**Question.** I keep reading that in crystals such as BSb the acoustic + acoustic → optical three-phonon channel drops out of the Peierls–Boltzmann equation because of the large mass ratio. I can see why a wide phonon gap would do that. But where does the critical mass ratio come from, and why do I find both 3 and 4 quoted for the diatomic chain? How much of this survives in a real crystal?

---

**Answer.** Both numbers are right, and they answer different questions. Energy conservation alone closes the channel when the lowest optical frequency exceeds twice the highest acoustic one, which for the nearest-neighbour diatomic chain means $M/m>4$. Energy and wavevector conservation together close it in the chain if and only if $M/m>3$. The second result relies on one-dimensional kinematics, and a zinc-blende crystal has a process for which the first one is the relevant test.

## 1. Premises

1. The crystal is perfect and periodic, with $N$ cells and periodic boundary conditions.
2. Anharmonicity is weak. Phonons $\lambda=(\mathbf q,j)$ have sharp harmonic frequencies $\omega_\lambda$, and collisions are treated in lowest order in the cubic term of the potential, by the golden rule.
3. For the mass-ratio statements, the crystal is a chain of period $a$ with masses $M>m$ per cell, joined by identical nearest-neighbour springs $K$ (in N/m). I write $r=M/m>1$ and $k=qa$, defined modulo $2\pi$.

Sections 2 and 3 use only premises 1 and 2. Angular frequencies are $\omega$, ordinary frequencies $\nu=\omega/2\pi$.

## 2. Where the selection rules enter the transport equation

Expand the displacement of atom $b$ in cell $l$, along direction $\alpha$, in normal modes:

$$u_{lb\alpha}=\sum_\lambda\sqrt{\frac{\hbar}{2NM_b\omega_\lambda}}\;e_{b\alpha}(\lambda)\,e^{i\mathbf q\cdot\mathbf R_l}A_\lambda,\qquad A_\lambda=a_\lambda+a^\dagger_{-\lambda},$$

with $-\lambda=(-\mathbf q,j)$. The cubic term $\frac1{3!}\sum\Phi\,uuu$ becomes

$$H_3=\frac1{3!}\sum_{123}V(1,2,3)\,A_1A_2A_3 .$$

The force constants $\Phi$ depend only on differences of cell positions. Shifting all three cells together therefore leaves one free sum, $\sum_l e^{i(\mathbf q_1+\mathbf q_2+\mathbf q_3)\cdot\mathbf R_l}$, which equals $N$ if $\mathbf q_1+\mathbf q_2+\mathbf q_3$ is a reciprocal-lattice vector $\mathbf G$ (zero included) and vanishes otherwise.

The process $1+2\to3$ comes from $a_1a_2a_3^\dagger$, which occurs in $3!$ orderings of $A_1A_2A_{-3}$, cancelling the prefactor. Its rate is $(2\pi/\hbar^2)|V(1,2,-3)|^2n_1n_2(n_3+1)\,\delta(\omega_1+\omega_2-\omega_3)$. Collecting gains and losses, the stationary Peierls–Boltzmann equation for a small gradient $\nabla T$ reads

$$\mathbf v_1\cdot\nabla T\,\frac{\partial \bar n_1}{\partial T}=\frac{2\pi}{\hbar^2}\sum_{23}\Big\{|V(1,2,-3)|^2\big[(n_1+1)(n_2+1)n_3-n_1n_2(n_3+1)\big]\delta(\omega_1+\omega_2-\omega_3)$$
$$+\tfrac12|V(1,-2,-3)|^2\big[(n_1+1)n_2n_3-n_1(n_2+1)(n_3+1)\big]\delta(\omega_1-\omega_2-\omega_3)\Big\},$$

where $\mathbf v$ is the group velocity, $\bar n$ the Bose function, and the $\tfrac12$ removes the double counting of the pair $(2,3)$. Differentiating the two brackets with respect to $n_1$ gives $n_3-n_2$ and $-(1+n_2+n_3)$, so the single-mode scattering rate is

$$\frac1{\tau_1}=\frac{2\pi}{\hbar^2}\sum_{23}\Big\{|V(1,2,-3)|^2(\bar n_2-\bar n_3)\delta(\omega_1+\omega_2-\omega_3)+\tfrac12|V(1,-2,-3)|^2(1+\bar n_2+\bar n_3)\delta(\omega_1-\omega_2-\omega_3)\Big\}.$$

A triplet with two acoustic modes below one optical mode contributes only if

$$\omega_a(\mathbf q_1)+\omega_a(\mathbf q_2)=\omega_o(\mathbf q_3),\qquad \mathbf q_3=\mathbf q_1+\mathbf q_2\pmod{\mathbf G}.$$

The same two conditions govern $a+a\to o$ and the decay $o\to a+a$ (the Klemens channel). If they have no solution, these triplets are absent from the full collision operator, at every temperature and for any size of $V$. Define the detuning

$$\Delta(\mathbf q_1,\mathbf q_2)=\omega_o(\mathbf q_1+\mathbf q_2)-\omega_a(\mathbf q_1)-\omega_a(\mathbf q_2).$$

The channel is closed if $\Delta>0$ everywhere, for all choices of branches.

## 3. The gap condition, in any dimension

Let $\omega_a^{\max}$ be the highest frequency on any acoustic branch and $\omega_o^{\min}$ the lowest on any optical branch. Each term of $\Delta$ can be bounded separately:

$$\Delta\ge\omega_o^{\min}-2\omega_a^{\max}.$$

Hence $\omega_o^{\min}>2\omega_a^{\max}$ closes the channel. The condition is sufficient. It is not necessary, because the bound is reached only if two wavevectors of acoustic maxima add up to a wavevector of the optical minimum.

## 4. Dispersion of the chain

With $u_l$ the heavy and $v_l$ the light displacement,

$$M\ddot u_l=K(v_l+v_{l-1}-2u_l),\qquad m\ddot v_l=K(u_{l+1}+u_l-2v_l).$$

Insert $u_l=M^{-1/2}U e^{i(kl-\omega t)}$, $v_l=m^{-1/2}W e^{i(kl-\omega t)}$ and set $x^2=\omega^2M/K$. Then $x^2$ is an eigenvalue of

$$\mathsf D(k)=\begin{pmatrix}2&-\sqrt r\,(1+e^{-ik})\\-\sqrt r\,(1+e^{ik})&2r\end{pmatrix}.$$

Its trace is $2(1+r)$. Its determinant is $4r-r(2+2\cos k)=2r(1-\cos k)$. The roots of the quadratic are

$$x_{o}^2=1+r+D(k),\qquad x_a^2=1+r-D(k),$$
$$D(k)=\sqrt{(1+r)^2-2r(1-\cos k)}=\sqrt{1+r^2+2r\cos k}=|r+e^{ik}| .$$

The last form does most of the work below. $D$ falls monotonically from $r+1$ at $k=0$ to $r-1$ at $k=\pi$, so the band edges are

- acoustic top: $x_a^2=2$ at $k=\pi$, that is $\omega^2=2K/M$;
- optical bottom: $x_o^2=2r$ at $k=\pi$, that is $\omega^2=2K/m$;
- optical top: $x_o^2=2(1+r)$ at $k=0$, that is $\omega_\Gamma^2=2K(1/m+1/M)$.

**Gap condition.** $\sqrt{2r}>2\sqrt2$ gives

$$\boxed{M/m>4}$$

## 5. Adding wavevector conservation

The bound of section 3 is not reached in the chain. Both acoustic maxima lie at $k=\pi$, and $\pi+\pi=0$ modulo $2\pi$, where the optical branch has its top. At that point $\Delta$, in units of $\sqrt{K/M}$, is $\sqrt{2(1+r)}-2\sqrt2$, which changes sign at $r=3$. One point proves nothing about the rest of the zone: moving away from it lowers the optical frequency as well as the acoustic ones. A global bound is needed.

Write $x_1=x_a(k_1)$, $x_2=x_a(k_2)$, $x_3=x_o(k_1+k_2)$, and $D_1,D_2,D_3$ likewise.

**Step 1.** Since $2(x_1^2+x_2^2)-(x_1+x_2)^2=(x_1-x_2)^2\ge0$,

$$x_3^2-(x_1+x_2)^2\ \ge\ x_3^2-2x_1^2-2x_2^2=2D_1+2D_2+D_3-3(1+r).$$

**Step 2.** A modulus is at least as large as the real part, so $D(k)\ge r+\cos k$, with equality only for $\sin k=0$. Therefore

$$2D_1+2D_2+D_3\ \ge\ 5r+2\cos k_1+2\cos k_2+\cos(k_1+k_2).$$

**Step 3.** Put $\sigma=(k_1+k_2)/2$ and $\delta=(k_1-k_2)/2$. Then $\cos k_1+\cos k_2=2\cos\sigma\cos\delta$ and $\cos(k_1+k_2)=2\cos^2\sigma-1$. Completing the square,

$$2\cos k_1+2\cos k_2+\cos(k_1+k_2)=2(\cos\sigma+\cos\delta)^2-2\cos^2\delta-1\ \ge\ -3 .$$

Equality needs $\cos^2\delta=1$ and $\cos\sigma=-\cos\delta$, which means $k_1=k_2=\pi$ modulo $2\pi$.

**Step 4.** Chaining the three steps gives $5r-3-3(1+r)$, or

$$x_3^2-(x_1+x_2)^2\ \ge\ 2(r-3).$$

At $k_1=k_2=\pi$ the equality conditions of all steps hold at once, and the left side is indeed $2(1+r)-8$. For $r>3$ the right side is positive, so $x_3>x_1+x_2$ for every pair of wavevectors, normal and umklapp alike. The channel is closed.

**Step 5, the smallest detuning.** For $r>3$ divide by $x_3+x_1+x_2$, which never exceeds $\sqrt{2(1+r)}+2\sqrt2$:

$$x_3-x_1-x_2\ \ge\ \frac{2(r-3)}{\sqrt{2(1+r)}+2\sqrt2}=\sqrt{2(1+r)}-2\sqrt2 .$$

This is the value at $k_1=k_2=\pi$, so it is the exact minimum. Dividing by $\sqrt{2(1+r)}$,

$$\Delta_{\min}=\omega_\Gamma\left(1-\frac{2}{\sqrt{1+r}}\right),\qquad \Delta_{\rm gap}\equiv\omega_o^{\min}-2\omega_a^{\max}=\omega_\Gamma\,\frac{\sqrt r-2}{\sqrt{1+r}} .$$

**Step 6, the converse.** Along $k_1=k_2=k$, $\Delta$ is continuous. It equals $\omega_\Gamma>0$ at $k=0$, and $\omega_\Gamma(1-2/\sqrt{1+r})\le0$ at $k=\pi$ when $r\le3$. It therefore has a zero, and the conservation laws can be met. The kinematic criterion for the chain is

$$\boxed{a+a\leftrightarrow o\ \text{is closed if and only if}\ M/m>3}$$

At $r=3$ the only solution is the point $k_1=k_2=\pi$, $k_3=0$.

A local expansion shows why the worry at the start of this section does not materialise. Expanding $D$ to second order,

$$x_a(\pi-\epsilon)\approx\sqrt2-\frac{\sqrt2\,r}{8(r-1)}\epsilon^2,\qquad x_o(\eta)\approx\sqrt{2(1+r)}-\frac{\sqrt2\,r}{8(1+r)^{3/2}}\eta^2 .$$

The most favourable direction for closing the detuning is $k_1=k_2=\pi-\epsilon$, where $|\eta|=2\epsilon$. The drop of the optical frequency divided by the drop of the acoustic sum is then $2(r-1)/(1+r)^{3/2}$, which is $1/2$ at $r=3$. The acoustic pair loses frequency twice as fast as the optical mode.

## 6. Range of validity

**Longer-ranged forces shift the threshold.** The zone-boundary acoustic mode moves only the heavy atoms, neighbouring ones in antiphase, so it is sensitive to a direct spring between them. Add a spring $\kappa K$, $\kappa\ge0$, between adjacent heavy atoms. The force $\kappa K(u_{l+1}+u_{l-1}-2u_l)$ adds $4\kappa\sin^2(k/2)$ to the upper-left element of $\mathsf D$. Call this added matrix $\mathsf P$; its expectation value in any unit vector lies between $0$ and $4\kappa$. The lower eigenvalue is the minimum of the Rayleigh quotient, so evaluating $\mathsf D+\mathsf P$ in the old acoustic eigenvector shows that $x_a^2$ rises by at most $4\kappa$. The upper eigenvalue is the maximum, so the old optical eigenvector shows that $x_o^2$ does not fall. Step 1 then loses at most $2\cdot4\kappa+2\cdot4\kappa$:

$$x_3^2-(x_1+x_2)^2\ \ge\ 2(r-3)-16\kappa .$$

At $k=\pi$ the matrix is diagonal with entries $2+4\kappa$ and $2r$, and at $k=0$ it is unchanged. For $r>3+8\kappa$ the first entry is the smaller one, and the bound is again reached at $k_1=k_2=\pi$. For $r\le3+8\kappa$ either entry is at least $(1+r)/2$, so $\Delta\le0$ there and step 6 applies. The thresholds become

$$r>3+8\kappa\ \ (\text{energy and wavevector}),\qquad r>4+8\kappa\ \ (\text{gap}),$$

the second from $2r>4(2+4\kappa)$. The optical top stays at $k=0$ when the channel is closed: the matrix $2(1+r)\,\mathbb 1-\mathsf D-\mathsf P$ has lower-right element $2$ and determinant $4(r-2\kappa)\sin^2(k/2)\ge0$, so it has no negative eigenvalue. Step 5 then goes through and gives $\Delta_{\min}=\omega_\Gamma-2\omega_a^{\max}$. The mass ratio matters only through the frequencies, and the numbers 3 and 4 belong to the nearest-neighbour model.

**Three dimensions can remove the gain from wavevector conservation.** In zinc blende with cubic constant $a_c$, the (100) planes alternate between the two species at spacing $a_c/4$, and the fourfold rotoinversion axis makes the longitudinal coupling of a plane to its two neighbours equal. Longitudinal modes along [100] are thus described by this chain with $a=a_c/2$, as far as couplings beyond those kept can be dropped, and $k=\pi$ is the X point. But there are three inequivalent X wavevectors, and in units of $2\pi/a_c$

$$(1,0,0)+(0,1,0)=(0,0,-1)+(1,1,1),$$

where $(1,1,1)$ is a reciprocal-lattice vector. Two longitudinal acoustic phonons from different X points combine into the third X point, where the longitudinal optical frequency is the chain's optical bottom. For this triplet the detuning is $\Delta_{\rm gap}$, and the test is $r>4+8\kappa$. Whether its matrix element survives the point symmetry is a separate question, which kinematics does not settle. The chain also has no transverse branches, and a transverse optical branch below the longitudinal one lowers $\omega_o^{\min}$. For a crystal, the safe criterion is that of section 3, applied to the full dispersion.

**Sharp frequencies.** The delta function stands for lines narrow compared with $\Delta$. If it is replaced by a Lorentzian of combined half-width $\gamma$, the weight at detuning $\Delta$ relative to the peak is $\gamma^2/(\Delta^2+\gamma^2)$. This tail is an estimate of higher-order processes, and it is small only for $\gamma\ll\Delta$. Frequencies also shift with temperature and strain, so the condition must hold for the renormalised ones.

**Other channels stay.** The rule says nothing on $a+a\leftrightarrow a$, on elastic scattering by mass disorder and defects, or on carriers and boundaries. The process $a+o\leftrightarrow o$ needs $\omega_a=\omega_o'-\omega_o$, so it can reach only acoustic modes below the optical bandwidth. In fourth order, $a+a\leftrightarrow a+a$ and $a+o\leftrightarrow a+o$ need no gap to be bridged. For $a+a+a\leftrightarrow o$ in the chain, three wavevectors $\pi$ add up to $\pi$, the optical bottom, so the gap bound is reached and the channel is closed only if $2r>9(2+4\kappa)$, that is $r>9(1+2\kappa)$. Once a strong three-phonon channel is closed, these terms can set the lifetimes, and the rule alone gives no conductivity.

## 7. Numbers

The masses are typical standard atomic weights, in units of $u=1.66054\times10^{-27}$ kg: B 10.81, Al 26.98, P 30.97, Ga 69.72, In 114.82, Sb 121.76. All results are those of the chain model with these masses. For the nearest-neighbour chain, with $\kappa_{\max}=(r-3)/8$ the largest heavy-atom spring that keeps the chain closed:

| masses of | $r$ | $1-2/\sqrt{1+r}$ | $\Delta_{\rm gap}/\omega_\Gamma$ | $\kappa_{\max}$ |
|---|---|---|---|---|
| GaP | 2.25 | −0.109 | −0.277 | none |
| InP | 3.71 | 0.078 | −0.034 | 0.088 |
| AlSb | 4.51 | 0.148 | 0.053 | 0.189 |
| BSb | 11.26 | 0.429 | 0.387 | 1.033 |

With the GaP masses the chain is open. Solving $4(1+r-D(k))=1+r+D(2k)$ on the diagonal gives $k=0.67\pi$, an umklapp process since $2k>\pi$. The InP masses fall in the window $3<r<4$: the chain is closed, but the three-X test is already negative and a weak heavy-atom spring reopens even the chain, so the model gives no ground to expect closure in the crystal.

**BSb.** Bulk zinc-blende BSb is known mainly from calculations. Take a typical zone-centre optical frequency $\nu_\Gamma=18.5$ THz. The reduced mass is $\mu=mM/(m+M)=9.93\,u$, and $K=\mu\,(2\pi\nu_\Gamma)^2/2=111$ N/m. Carrying a spare digit for the subtractions, the nearest-neighbour chain gives

- acoustic top $\nu_\Gamma/\sqrt{1+r}=5.28$ THz, and twice this is $10.57$ THz;
- optical bottom $\nu_\Gamma\sqrt{r/(1+r)}=17.73$ THz, hence an optical bandwidth of $0.77$ THz;
- gap margin $17.73-10.57=7.16$ THz;
- smallest detuning $18.5-10.57=7.93$ THz.

One spring cannot fix both the optical and the acoustic scale. To give the model a realistic acoustic band, take as a second input a typical acoustic top of $7.0$ THz and choose $\kappa$ to reproduce it: $1+2\kappa=(7.0/5.28)^2=1.76$, so $\kappa=0.38$. The thresholds move to $3+8\kappa=6.0$ and $4+8\kappa=7.0$, both well below $r=11.26$. Twice the acoustic top is now $14.0$ THz, and the model gives

- smallest detuning within the chain: $18.5-14.0=4.5$ THz;
- three-X and gap margin: $17.73-14.0=3.7$ THz.

With an assumed combined half-width of $0.1$ THz, the Lorentzian weight at the smaller margin is $7\times10^{-4}$ of the peak. The fourth-order channel $a+a+a\leftrightarrow o$ behaves differently. It is closed in the nearest-neighbour chain, since $r>9$, but with the heavy-atom spring its threshold is $9(1+2\kappa)=15.8$, and three acoustic phonons supply up to $21.0$ THz, above the optical bottom.

The model still lacks the transverse optical branch. As typical knowledge, not as a measurement, calculated dispersions of BSb place the bottom of the optical band at roughly 16 to 17 THz. That leaves a gap margin of roughly 2 to 3 THz, so the model's $3.7$ THz is too large by up to a factor of about two, and its optical bandwidth is too small for the same reason. The sign of the margin is unchanged: with these inputs the lowest optical frequency exceeds twice the highest acoustic one, and $a+a\leftrightarrow o$ is absent from the three-phonon collision term by the gap condition alone.